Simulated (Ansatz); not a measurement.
A ladder of methods for SiH2F2 (SiF2H2)

SiH2F2: 5 atoms, total charge 0, spin state singlet. As SMILES, `[H][Si]([H])(F)F`. Geometry: relaxed at GFN2-xTB.

```jsonl
{"atom": "Si", "x (Å)": "-0.0914", "y (Å)": "0.0006", "z (Å)": "-0.0643"}
{"atom": "F", "x (Å)": "0.0092", "y (Å)": "-0.0188", "z (Å)": "1.5265"}
{"atom": "F", "x (Å)": "1.4360", "y (Å)": "0.0106", "z (Å)": "-0.5197"}
{"atom": "H", "x (Å)": "-0.6801", "y (Å)": "1.2578", "z (Å)": "-0.4555"}
{"atom": "H", "x (Å)": "-0.6737", "y (Å)": "-1.2502", "z (Å)": "-0.4869"}
```

Each level gives the energy change with the Si1–F2 bond stretched from 1.594 to 3.985 Å (eV). The values are calculated.

| level | kind | program | value (eV) | CPU time (all runs) |
| --- | --- | --- | --- | --- |
| PBE/STO-3G (restricted) | GGA | Ansatz | 6.68 | 3 s |
| PBE0/STO-3G (restricted) | global hybrid | Ansatz | 7.82 | 2.5 s |
| r2SCAN0/STO-3G (restricted) | hybrid meta-GGA | Ansatz | 8.14 | 8.1 s |
| CAM-B3LYP/STO-3G (restricted) | range-separated hybrid | Ansatz | ? | 3.4 s |
| wB97M-V/STO-3G (restricted) | range-separated hybrid | Ansatz | ? | 51 s |
| wB97X/STO-3G (restricted) | range-separated hybrid | Ansatz | 8.73 | 14 s |
| CCSDT/STO-3G (restricted) | coupled cluster or CI | Ansatz | 4.27 | 1.6 s |
| CCSDTQ/STO-3G (restricted) | coupled cluster or CI | Ansatz | 4.25 | 45 s |
| FCI/STO-3G | exact in the basis | Ansatz | 4.25 | 12 s |

Q: Estimate what the levels marked ? give.

A: As computed at these levels: CAM-B3LYP/STO-3G (restricted): 8.53 eV; wB97M-V/STO-3G (restricted): 8.82 eV. The first shape isn't each level's own minimum. The values span 4.25 to 8.82 eV. All rows use very small basis sets, so even the best lies far from the true value. Times are those of the runs behind each value, whatever else they computed, on shared processors of several kinds: orders of magnitude only.

Every density functional puts the stretch far above the FCI value of 4.25 eV, and the excess grows from PBE through the global hybrids to the range-separated ones. Pulling the Si–F bond apart leaves two weakly coupled electrons, one on each fragment. A restricted single determinant cannot localise them this way and keeps spurious ionic terms, which a minimal basis makes costlier still because it describes fluoride poorly. Semilocal exchange partly mimics the missing static correlation, so replacing it with exact exchange generally worsens the error. CCSDT recovers nearly all of this correlation and CCSDTQ matches FCI to the digits shown, as expected when a single electron pair is broken.

The FCI value is low for a bond known to be among the strongest single bonds of silicon, probably because the basis lacks the polarisation and radial flexibility that stabilise the polar Si–F bond near equilibrium. PBE's 6.68 eV looks more realistic only through cancelling errors. The ordering of the functionals here need not carry over to spin-unrestricted dissociation, which was not computed.
